**Problem: inner-shell pair correlation along the ions of rhenium**

The table gives second-order pair correlation energies, in hartree, on a Dirac-Hartree-Fock closed shell for fourteen ions of Re. A label such as $2p_{3/2}$ names a subshell $nl_j$ with $2j+1$ electrons, and (3d3/2)4 means that only the lower-$j$ subshell of that shell is filled. Each energy column is summed over all electron pairs of the two subshells named.

Pair energies of closed-shell Re ions computed with B-spline many-body code 1, using second-order many-body perturbation theory on the Dirac-Hartree-Fock ground state (no-pair Dirac-Coulomb, B-spline basis). All electrons are correlated, and partial waves are summed through l = 7 without extrapolation. The nuclear rms radius is 5.3698 fm.

```tsv
species	Z	charge (e)	electrons	configuration	pair energy (2p3/2 2p1/2) (hartree)	pair energy (2p3/2 2p3/2) (hartree)	pair energy (2p3/2 2s1/2) (hartree)	pair energy (1s1/2 1s1/2) (hartree)
Re7+	75	7	68	[Xe] 4f14	-0.06992	-0.06228	-0.03727	-0.03685
Re13+	75	13	62	[Kr] 4d10 4f14 5s2	-0.07023	-0.06248	-0.03737	-0.03687
Re23+	75	23	52	[Kr] 4d10 (4f5/2)6	-0.06956	-0.06181	-0.03722	-0.03688
Re29+	75	29	46	[Kr] 4d10	-0.06877	-0.06105	-0.03687	-0.03684
Re35+	75	35	40	[Kr] (4d3/2)4	-0.06946	-0.06407	-0.03735	-0.03676
Re39+	75	39	36	[Ar] 3d10 4s2 4p6	-0.07137	-0.06405	-0.03750	-0.03671
Re43+	75	43	32	[Ar] 3d10 4s2 (4p1/2)2	-0.07241	-0.06606	-0.03848	-0.03688
Re45+	75	45	30	[Ar] 3d10 4s2	-0.07415	-0.06599	-0.03849	-0.03694
Re47+	75	47	28	[Ar] 3d10	-0.07455	-0.06617	-0.03960	-0.03724
Re53+	75	53	22	[Ar] (3d3/2)4	-0.07970	-0.08592	-0.04258	-0.03704
Re57+	75	57	18	[Ne] 3s2 3p6	-0.09339	-0.08788	-0.04392	-0.03689
Re61+	75	61	14	[Ne] 3s2 (3p1/2)2	-0.09954	-0.1012	-0.04921	-0.03761
Re63+	75	63	12	[Ne] 3s2	-0.1122	-0.1016	-0.04966	-0.03789
Re65+	75	65	10	[He] 2s2 2p6	-0.1150	-0.1033	-0.05745	-0.03908
```

**(a)** The nucleus and the 1s, 2s and 2p electrons are the same in every row. In which direction and by how much do the four pair energies change as outer electrons are removed, and why?

*Solution.* The pair energy of subshells $A$ and $B$ is

$$E_{AB}=\sum_{a\in A,\,b\in B}\ \sum_{m<n}\frac{|\langle ab\|mn\rangle|^2}{\varepsilon_a+\varepsilon_b-\varepsilon_m-\varepsilon_n},$$

where $ab$ runs over distinct pairs, $m$ and $n$ over empty positive-energy orbitals, $\varepsilon$ are orbital energies and $\langle ab\|mn\rangle$ is the antisymmetrised Coulomb integral. The columns hold different numbers of pairs: 8 for $2p_{3/2}2p_{1/2}$, 6 for $2p_{3/2}2p_{3/2}$, 8 for $2p_{3/2}2s_{1/2}$ and one for $1s1s$. Per pair, $1s1s$ is by far the strongest of the four, 36.85 mhartree in Re7+ against 10.38 for $2p_{3/2}2p_{3/2}$, so the column totals do not rank the pairs by strength.

From Re7+ to Re65+ the three pairs that contain $2p_{3/2}$ grow in magnitude by 54 to 66%, and $1s1s$ by 6%. About nine tenths of the rise of the 2p pairs comes after Re47+, when the $n=3$ shell empties. The whole correlation energy goes the other way, falling by a factor of 11 as pairs disappear.

The growing ionic charge cannot be the main cause. For hydrogen-like orbitals the integrals scale as the effective charge and the denominators as its square, so the ratio is unchanged to leading order; the inner orbitals are in any case little screened by outer electrons. The standard cause is Pauli unblocking. Every term of the sum is negative, and an occupied orbital is barred from $m$ and $n$. Emptying a subshell adds terms and deepens the pair energy, by an amount set by the overlap of the freed orbital with the pair.

This picture accounts for the sizes qualitatively. An $n=3$ orbital has more density in the 2p region than an $n=4$ orbital and a smaller excitation gap, and the shell emptied later also collects the cross terms such as $3d\,4d$. For the 2p pairs the 3d and 3p shells give six to seven times the gain of 4d and 4p, a factor that the numbers show and the argument does not fix. The 1s pair correlates through orbitals as compact as itself, mostly high in the continuum, and the bound orbitals that overlap it most, those of $n=2$, are filled in every row, so it responds little. Its largest step, 1.19 mhartree, comes when 3s empties, the $n=3$ orbital that penetrates furthest.

**(b)** The $2p_{3/2}2p_{3/2}$ and $2p_{3/2}2p_{1/2}$ energies jump in alternate steps and cross in two rows. Estimate from angular coupling what share of a shell's gain each pair receives when the upper-$j$ subshell empties first, and compare.

*Solution.* Expand the Coulomb interaction in multipoles $k$. In the direct term each electron makes a transition of the same rank, and the strength from $j$ into $j'$, summed over projections, is proportional to

$$w=(2j'+1)\begin{pmatrix} j&j'&k\\ \tfrac12&-\tfrac12&0\end{pmatrix}^2 .$$

For $2p\to d$ the lowest rank is $k=1$. From $p_{3/2}$, $w=6\times\tfrac1{10}=\tfrac35$ into $d_{5/2}$ and $4\times\tfrac1{60}=\tfrac1{15}$ into $d_{3/2}$, so $d_{5/2}$ takes $0.9$. From $p_{1/2}$ the dipole cannot reach $j'=5/2$, and the share is zero. If one electron enters the freed shell while the other goes to an orbital already open, the pair's share is the mean of the two one-electron shares. If both enter, it is their product. This gives 0.81 to 0.90 for $2p_{3/2}2p_{3/2}$ and 0 to 0.45 for $2p_{3/2}2p_{1/2}$. Nothing is fitted; radial integrals and denominators are taken equal for the two $j$, and exchange and higher multipoles are dropped.

For 3d the table gives $19.75/21.71=0.91$ and $5.15/18.84=0.27$, gains in mhartree. With $3d_{5/2}$ empty and $3d_{3/2}$ full, as in Re53+, the $2p_{3/2}$ electrons have their dipole partner while the $2p_{1/2}$ electrons still wait for theirs. The $2p_{3/2}2p_{3/2}$ energy therefore overtakes the mixed pair, $-0.08592$ against $-0.07970$ hartree, and falls behind again in Re57+.

For a p shell the lowest rank is the monopole, a breathing excitation that keeps $j$. The estimate is 1 for $2p_{3/2}2p_{3/2}$, found 0.97 at $n=3$, and 0 to 0.5 for the mixed pair, found 0.33. This produces the second crossing, in Re61+. Re35+ and Re43+ are the $n=4$ counterparts: the ratio of the two columns rises to 0.922 and 0.912 from 0.888 and 0.897 in the preceding rows, too little to cross.

In $2p_{3/2}2s_{1/2}$ the pair has odd parity, so both electrons cannot enter one p or d shell, and the range is set by which electron enters; the four shares found lie inside it. Its largest step, 7.79 mhartree, is the monopole $2s\to3s$. The same calculations support this reading, because at the 3s step the three pairs of 2s with an $n=2$ partner gain 14 to 16%, while the pure 2p pairs gain 1 to 2.5%.

The ranges for the mixed pairs are wide, so falling inside them tests only the ordering. The narrow ones are missed, by 0.11 for $2p_{3/2}2p_{3/2}$ at 4d and by 0.04 at 4p, and $1s1s$ puts 0.72 to 0.74 of its p gain on $p_{3/2}$ where at most 0.67 is expected. All steps and shares are in the printed output below. The alternation is shown by the numbers, whereas its assignment to these channels rests on the angular argument.

**(c)** Some steps weaken a pair energy. Which are they, what do they imply, and how far can the pattern be carried to real ions?

*Solution.* With frozen orbitals and energies no step could weaken a pair, so each loss shows a second effect that adds to unblocking. The clearest case is the 4f region: from Re13+ to Re29+ the two 2p–2p energies lose 1.46 and 1.43 mhartree. The first of these two steps removes 5s and $4f_{7/2}$ together, but the second removes $4f_{5/2}$ alone and costs both about 0.13 mhartree per electron. A 4f orbital is kept out of the 2p region by its centrifugal barrier and needs $k\ge2$, so little is unblocked. This also explains why Re23+, though only its lower-$j$ 4f subshell is filled, shows no anomaly in the ratio of the two columns.

The $1s1s$ energy behaves alike on all four d steps, which reach it only through $k=2$. It loses 0.35 mhartree, 0.9% of its Re47+ value, between Re47+ and Re57+, at nearly the same rate per electron for both 3d subshells.

The table does not isolate the cause of this background, but the likeliest one is blocking again, acting through relaxation. Removing a shell reduces the screening felt by the shells that remain; they contract, overlap more with the inner pair and bar a larger part of its excitations. Wider denominators are a weaker candidate, since the excitations that matter to an inner pair lie inside the removed shell and shift almost as much as the pair's own levels. A loss of this order per electron would matter beside the small $n=4$ gains. It could account for shares above 1 and would inflate the $n=3$ to $n=4$ ratios, but this is untested. The remaining losses are small. The $2p_{3/2}2s_{1/2}$ energy also weakens on the two 4f steps, by 0.15 and 0.35 mhartree, and $1s1s$ on the second of them by 0.04. The $2p_{3/2}2p_{3/2}$ energy loses 0.07 mhartree at $4p_{1/2}$ and 0.02 at $4d_{3/2}$; the latter is close to the rounding of 0.01, and neither step should be interpreted singly.

Both crossings occur in rows closed in $jj$ coupling only, where a single determinant is imposed; the same holds for Re23+, Re35+ and Re43+. A real ion mixes in the other fine-structure subshell, which partly blocks the upper-$j$ orbital, and second order does not describe strong mixing well. The admixture depends on the Coulomb coupling of the two subshells against their splitting, which is large for 3p, 3d and 4p at this charge. It should therefore be slight in the two crossing rows and serious mainly for the 4f shell of Re23+. Absolute values are less secure than the large steps, since the Breit interaction, important for inner shells at $Z=75$, QED and higher orders are absent. The pair energies are also truncated in partial waves: in Re65+ the ten pairs add to $-0.4495$ hartree, the sum through $l=7$, whereas extrapolation in $l$ gives a total of $-0.4529$.

For a neighbouring heavy element at the same level of theory, the argument says that a core pair deepens most when the shell just above it empties, and that the gain goes to the electrons joined to the freed subshell by a monopole or dipole. By the same reasoning, opening the $n=2$ shell should move $1s1s$ more than any step tabulated here.

The analysis program printed:

```
Gain in magnitude per step, mhartree: 2p3/2-2p1/2, 2p3/2-2p3/2, 2p3/2-2s, 1s-1s
last column: ratio 2p3/2-2p3/2 to 2p3/2-2p1/2 after the step (Re7+: 0.891)
Re7+  to Re13+ 5p        6 e:  +0.31  +0.20  +0.10 +0.02 | 0.890
Re13+ to Re23+ 5s+4f7/2 10 e:  -0.67  -0.67  -0.15 +0.01 | 0.889
Re23+ to Re29+ 4f5/2     6 e:  -0.79  -0.76  -0.35 -0.04 | 0.888
Re29+ to Re35+ 4d5/2     6 e:  +0.69  +3.02  +0.48 -0.08 | 0.922
Re35+ to Re39+ 4d3/2     4 e:  +1.91  -0.02  +0.15 -0.05 | 0.897
Re39+ to Re43+ 4p3/2     4 e:  +1.04  +2.01  +0.98 +0.17 | 0.912
Re43+ to Re45+ 4p1/2     2 e:  +1.74  -0.07  +0.01 +0.06 | 0.890
Re45+ to Re47+ 4s        2 e:  +0.40  +0.18  +1.11 +0.30 | 0.888
Re47+ to Re53+ 3d5/2     6 e:  +5.15 +19.75  +2.98 -0.20 | 1.078
Re53+ to Re57+ 3d3/2     4 e: +13.69  +1.96  +1.34 -0.15 | 0.941
Re57+ to Re61+ 3p3/2     4 e:  +6.15 +13.32  +5.29 +0.72 | 1.017
Re61+ to Re63+ 3p1/2     2 e: +12.66  +0.40  +0.45 +0.28 | 0.906
Re63+ to Re65+ 3s        2 e:  +2.80  +1.70  +7.79 +1.19 | 0.898
Rounding of a step: 0.01 mhartree; up to 0.1 where entries exceed 100 mhartree
Per electron pair (mhartree) Re7+, Re65+; rise; part of rise after Re47+; weakening steps
  2p3/2-2p1/2  8 pairs: 8.74, 14.38; +64.5%; 90%; 2 of 13
  2p3/2-2p3/2  6 pairs: 10.38, 17.22; +65.9%; 91%; 4 of 13
  2p3/2-2s     8 pairs: 4.66, 7.18; +54.1%; 88%; 2 of 13
  1s-1s        1 pairs: 36.85, 39.08; +6.1%; 83%; 5 of 13
Upper-j share of shell gain: angular estimate; found n=3, n=4; shell gain n=3, n=4 (mhartree), ratio
  d 2p3/2-2p1/2  0.00-0.45; 0.27, 0.27 (miss 0.00); 18.84, 2.60, x7.2
  d 2p3/2-2p3/2  0.81-0.90; 0.91, 1.01 (miss 0.11); 21.71, 3.00, x7.2
  d 2p3/2-2s     0.60-0.90; 0.69, 0.76 (miss 0.00); 4.32, 0.63, x6.9
  p 2p3/2-2p1/2  0.00-0.50; 0.33, 0.37 (miss 0.00); 18.81, 2.78, x6.8
  p 2p3/2-2p3/2  1.00-1.00; 0.97, 1.04 (miss 0.04); 13.72, 1.94, x7.1
  p 2p3/2-2s     0.67-1.00; 0.92, 0.99 (miss 0.00); 5.74, 0.99, x5.8
  p 1s-1s        0.44-0.67; 0.72, 0.74 (miss 0.07); 1.00, 0.23, x4.3
3s gain over 4s gain: 2p3/2-2p1/2 x7.0, 2p3/2-2p3/2 x9.4, 2p3/2-2s x7.0, 1s-1s x4.0
Re13+ to Re29+ net change, mhartree: -1.46 -1.43 -0.50 -0.03
4f5/2 step per electron removed, mhartree: -0.132 -0.127 -0.058 -0.007
1s-1s Re47+ to Re57+: -0.35 mhartree (-0.9%); per electron 3d5/2 -0.033, 3d3/2 -0.037
2p3/2-2p3/2 exceeds 2p3/2-2p1/2 in: Re53+, Re61+
3s step, relative gain: 2p3/2-2p1/2 2.5%, 2p3/2-2p3/2 1.7%, 2p3/2-2s 15.7%, 1s-1s 3.1%
  other pairs: 2p1/2-2s 15.9%, 2s-2s 14.4%, 2s-1s 5.1%, 2p3/2-1s 4.9%, 2p1/2-1s 5.0%, 2p1/2-2p1/2 1.1%
Re65+ ten pairs -0.4495; summed to l=7 -0.4495; extrapolated -0.4529 hartree (rounding 0.0001)
Re7+: tail beyond l=7 4.13% of total; four pairs are 4.3% of summed energy
Re65+: tail beyond l=7 0.75% of total; four pairs are 70.0% of summed energy
Total extrapolated energy, Re7+ over Re65+: x11.0
```
